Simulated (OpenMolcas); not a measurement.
# How basis sets differ on GeSiH4O (SMILES [SiH3][O][GeH])

The species is GeSiH4O (7 atoms), meant as a singlet with charge 0. As SMILES, `[SiH3][O][GeH]`. The shape is that of a PBE0-D4/def2-TZVP optimisation. This is one conformer, not always the lowest.

```xyz
7

Si   -0.7417    0.6509   -0.2965
O     0.5335   -0.1393    0.3737
Ge    1.2614   -1.7562    0.1342
H    -1.4092   -0.1976   -1.3238
H    -0.2609    1.9013   -0.9375
H    -1.7225    0.9881    0.7664
H     2.4008   -1.5151    1.2380
```

Each level gives the dipole moment (D). The values are calculated.

```tsv
level	kind	program	value (D)
HF/STO-3G	Hartree–Fock	OpenMolcas	0.49
HF/3-21G	Hartree–Fock	OpenMolcas	1.10
HF/ANO-RCC-VDZ (DKH2)	Hartree–Fock	OpenMolcas	1.66
HF/def2-SVP	Hartree–Fock	OpenMolcas	1.05
```

All-electron rows without a relativistic Hamiltonian named are non-relativistic. The values span 0.49 to 1.66 D. Magnitudes only. Sets without polarisation functions give poor dipoles.

The dipole moment depends strongly on the basis, and the values don't settle towards a limit. The minimal set gives the smallest, 0.49 D, probably because its single, fixed-size valence shell cannot let oxygen expand as it draws density from silicon and germanium. The total is also a vector sum of the polar Si–O and Ge–O bonds and the directional, s-rich lone pair on divalent germanium, so modest changes in each part can shift it considerably.

The closeness of 3-21G (1.10 D) and def2-SVP (1.05 D) is no sign of convergence. Only def2-SVP has polarisation functions to describe the distortion of the oxygen density and its donation towards silicon and the formally empty germanium p orbital, so the match probably reflects cancelling errors. The largest value, 1.66 D, comes from a set that changes both the basis and the Hamiltonian, and so cannot be read as a relativistic effect. With Hartree–Fock throughout, the influence of electron correlation on the dipole remains open.
